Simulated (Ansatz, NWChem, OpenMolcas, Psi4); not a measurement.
**Computed against measured: dipole moment**

8 molecules holding an element from Na to Cl; the dipole moment in D, computed less measured. Shapes, held fixed at every level: PBE0-D4/def2-TZVP. No vibrational averaging. Dipoles are compared by magnitude; molecules under 1 D, whose direction can flip, are left out. Programs: Ansatz 0.2.0, NWChem 7.3.0, OpenMolcas 26.06, Psi4 1.11. A level may come from different programs for different species; with the same settings they agree closely. Measured values: NIST CCCBDB.

Levels: A = HF/3-21G; B = B3LYP/6-31G* (spherical functions); C = B3LYP-D4/def2-TZVPP; D = wB97M-V/def2-TZVPP.

```
                      molecule  measured      A      B      C      D
 NS (Mononitrogen monosulfide)      1.81  -0.55  -0.08  +0.08  +0.11
            SO2 (SMILES O=S=O)      1.63  +0.93  +0.08  +0.10  +0.17
         CH2Cl2 (SMILES ClCCl)      1.60  +0.65  +0.21  +0.03  +0.03
      CHCl2F (SMILES FC(Cl)Cl)      1.29  +0.57  +0.05  -0.04  -0.04
SiH2Cl2 (dichlorosilane (DCS))      1.13  +1.65  +0.43  +0.01   0.00
         C2H3Cl (SMILES C=CCl)      1.45  +0.65  +0.06  -0.10  -0.07
     C2H3ClO (acetyl chloride)      2.72  +0.59  +0.05  +0.06  +0.06
      C3H5Cl (SMILES C/C=C/Cl)      1.97  +0.58   0.00  -0.10  -0.09
```

Task: Sum up the errors.

Result: 
| level | kind | mean error | mean absolute error | worst case |
| --- | --- | --- | --- | --- |
| HF/3-21G | Hartree–Fock | +0.634 | 0.771 | SiH2Cl2 |
| B3LYP/6-31G* (spherical functions) | global hybrid | +0.100 | 0.120 | SiH2Cl2 |
| B3LYP-D4/def2-TZVPP | global hybrid | +0.005 | 0.065 | SO2 |
| wB97M-V/def2-TZVPP | range-separated hybrid | +0.021 | 0.071 | SO2 |

On this set B3LYP-D4/def2-TZVPP has the smallest mean absolute error and HF/3-21G the largest. HF/3-21G is too high in 7 of 8; B3LYP/6-31G* (spherical functions) is too high in 6 of 8. The levels differ in basis as well as in method. The smallest two are near a tie. Spin contamination: NS (⟨S²⟩ up to 1.14). Open shells run unrestricted. The set is small.

The large Hartree-Fock errors fit a description that makes polar bonds too ionic. Without d functions, 3-21G cannot properly polarise the density around silicon, sulfur or chlorine, and missing correlation generally adds to the charge separation. Dichlorosilane, with its strongly polar Si–Cl bonds, suffers most. NS breaks the pattern with a dipole that is too small, probably because the balance of its π and π* density between nitrogen and sulfur is sensitive to correlation.

The two B3LYP levels isolate the basis effect, since the D4 term leaves the electron density unchanged. The larger basis cuts the dichlorosilane error from +0.43 to +0.01 D, but the gain is not uniform: 1-chloropropene goes from 0.00 to -0.10 D, so its agreement in the small basis reflects cancellation of errors. Both chloroalkenes fall slightly low with either functional in the larger basis. There, chlorine lone-pair donation into the C=C π system opposes the C–Cl σ dipole, and a slight overestimate of that donation is one possible cause.
